PySCF 2.14.0 calculation with density-fitted PBE/6-31G(d) for neutral, singlet CF₃-substituted dodecahedrane (C₂₁H₁₉F₃) in the gas phase, at a GFN2-xTB geometry. Orbital energies are Kohn-Sham eigenvalues; atom weights are from Löwdin populations, with n/a for degenerate or spread-out orbitals.

| row | orbital energy (eV) | orbital label | orbital largest atom weight |
| --- | --- | --- | --- |
| 1 | -7.170 | HOMO-4 | 0.100 |
| 2 | -6.300 | HOMO-3 | 0.070 |
| 3 | -6.210 | HOMO-2 | n/a |
| 4 | -6.210 | HOMO-1 | n/a |
| 5 | -6.190 | HOMO | n/a |
| 6 | 0.090 | LUMO | n/a |
| 7 | 1.100 | LUMO+1 | n/a |
| 8 | 1.100 | LUMO+2 | n/a |
| 9 | 1.150 | LUMO+3 | 0.040 |

The molecule is dodecahedrane, a nearly spherical cage of twenty carbon atoms, with one of its hydrogens replaced by a CF₃ group. HOMO is its highest occupied orbital and LUMO its lowest empty one; the added numbers count further orbitals downwards and upwards. Three sizes are worth remembering: about 6 eV between filled and empty levels, about 1 eV between neighbouring bunches of levels, and about 0.1 eV or less within a bunch. The first belongs to a saturated molecule, in which all valence electrons sit in σ bonds or fluorine lone pairs and no π orbitals lie in between. The other two come from a highly symmetric cage that is disturbed at one point.

**Why the levels come in bunches**

In a symmetric molecule, orbitals that a rotation turns into one another must have the same energy. The bare cage has the symmetry of an icosahedron, which is high enough to allow threefold, fourfold and even fivefold levels. The four orbitals from HOMO-3 to HOMO are most simply read as the remains of one fourfold level, and LUMO+1 to LUMO+3 as those of a threefold one. The energies alone would also fit a threefold filled level with a single level close by. In so symmetric a cage, however, a single filled level has the same phase in all C–C bonds and the same phase in all C–H bonds, and such a level is expected to lie much deeper. This favours the fourfold reading, which a calculation on the bare cage could confirm.

For the empty levels there is a simpler picture. An electron added to a saturated cage finds no vacant bonding orbital, so it spreads over the whole cage, much like a particle that moves freely on a hollow sphere. Its lowest state is the same all over the sphere. The next three each change sign once, along one of three perpendicular directions, as the three p orbitals of an atom do. This gives one level and then three, as in the table.

The spacing follows from the size of the sphere. The energies are ħ²l(l + 1)/(2mR²), where m is the electron mass, R the radius and l = 0, 1, … counts the angular nodes. The step from l = 0 to l = 1 is therefore ħ²/(mR²), with ħ²/m ≈ 7.6 eV Å². If the sphere runs through the carbon atoms, R ≈ 2.1 Å and the step is 7.6/2.1² ≈ 1.7 eV; if it runs through the hydrogens, R ≈ 3.2 Å and the step is 7.6/3.2² ≈ 0.7 eV.

The computed step, from LUMO to the mean of the next three levels, is 1.03 eV and lies between these bounds. Nothing was fitted, but the bounds differ by more than a factor of two, so the model gives the pattern and the scale rather than a precise value. An electron in a filled ball that reaches to the outer surface of the hydrogens would have a step of about 2 eV, twice the computed one. The printed analysis after this text compares both pictures.

The agreement needs one caution. All the empty levels have positive energies, so the electron isn't bound, and the basis set has no diffuse functions that would let it move outwards. The basis thus helps to hold the electron near the atoms. With diffuse functions the levels are expected to fall towards zero and to crowd together, so the step of about 1 eV belongs to this basis set and isn't a measurable property of the molecule.

**Why one level leaves its bunch**

The CF₃ group replaces a single C–H bond by a C–C bond. The three p-like orbitals show what this does. One of them points along the axis through the CF₃ group and is large at the altered bond. The other two change sign across that axis, so the σ bond lying on it drops out of them. Apart from a shift common to all three, which only a comparison with the bare cage could show, the substitution therefore moves one orbital and leaves the other two together.

The argument holds for a degenerate level of any size. Its orbitals can always be combined so that at most one of them contains the altered bond. If one does, a level of n orbitals splits into one that moves and n − 1 that stay nearly together.

Both bunches behave in this way. HOMO-3 lies 0.09 eV below the mean of its three companions, which themselves span only 0.016 eV. LUMO+3 lies 0.06 eV above a pair that is split by about 0.001 eV. The composition of the orbitals supports the assignment: in both HOMO-3 and LUMO+3, the hydrogen exactly opposite the CF₃ group is among the atoms with the largest weight. An s orbital on the axis can take part only in an orbital that does not change sign across it.

The pairs survive because the substituted cage keeps, very nearly, a threefold axis through the CF₃ group. Such an axis splits a fourfold level into a pair and two singles, and a threefold level into a pair and one single. In the filled bunch the pair is HOMO-2 and HOMO-1, and the second single is the HOMO. It lies only 0.016 eV above the pair. In a fourfold level this second single changes sign at each mirror plane through the axis, so it has no share in the altered bond and feels the substituent merely through its wider field. So small a distance could change sign with another functional or a slightly different geometry.

Symmetry allows one level to part from the others, but it says neither how far nor in which direction. For HOMO-3 a possible reason for the downward shift is that the electron-withdrawing CF₃ group offers a deeper bonding partner than hydrogen does. This remains a guess until the bare cage is calculated for comparison, and it doesn't explain why LUMO+3 lies above its pair.

**Why no orbital settles on one atom**

The orbital largest atom weight is the share of an orbital that sits on its most heavily weighted atom. Since all shares add up to one, the inverse of this number is the smallest number of atoms over which the orbital can be spread. For HOMO-3 the weight of 0.070 means at least fifteen atoms, and for LUMO+3 the weight of 0.040 means at least twenty-five. The levels that CF₃ has pushed out of their bunches are therefore still orbitals of the whole cage. The substituent moves them by less than 0.1 eV relative to their companions, whereas the coupling between neighbouring bonds, which spreads an orbital over the cage, acts on a scale of electronvolts.

HOMO-4 has the largest weight, 0.100, and lies 0.9 eV below the bunch of four, so it belongs to another level of the cage. Its weight is not a sign of localisation on one atom either. Four carbons carry about 0.10 each, and they form two C–C bonds on opposite sides of the cage. This pattern lacks the threefold symmetry of the molecule, so HOMO-4 must be one of a nearly degenerate pair whose partner lies just below the end of the table. Two such orbitals can be mixed with hardly any change in energy, and the weight of 0.100 belongs only to the mixture that the program happened to print.

The separation of 6.28 eV between HOMO and LUMO is a difference of PBE orbital energies. It is neither the energy at which the molecule begins to absorb light nor the difference between its ionisation energy and electron affinity.

The analysis program printed:

```
Levels and spread:
  row  energy in eV  fewest atoms that can share the orbital
    1        -7.172                                       10
    2        -6.296                                    14.29
    3         -6.21                                      n/a
    4        -6.209                                      n/a
    5        -6.194                                      n/a
    6       0.08997                                      n/a
    7         1.097                                      n/a
    8         1.099                                      n/a
    9         1.155                                       25
HOMO-3 above HOMO-4, eV: 0.8756
HOMO to LUMO orbital gap, eV: 6.284
full width of the bunch of four, eV: 0.1025
width of its upper three levels, eV: 0.0157
HOMO-3 relative to the mean of the upper three, eV: -0.0921
splitting of the pair HOMO-2 and HOMO-1, eV: 0.0002
splitting of the pair LUMO+1 and LUMO+2, eV: 0.0013
LUMO+3 relative to the mean of that pair, eV: 0.05635
LUMO to the mean of the next three, eV: 1.027
pairs from a fourfold level: 1
singles from a fourfold level: 2
pairs from a threefold level: 1
singles from a threefold level: 1
radius of carbon shell, angstrom: 2.102
radius of hydrogen shell, angstrom: 3.202
hollow sphere step at carbon shell, eV: 1.725
hollow sphere step at hydrogen shell, eV: 0.7433
sphere radius that would give the computed step, angstrom: 2.724
filled ball step at outer surface, eV: 2.029
```
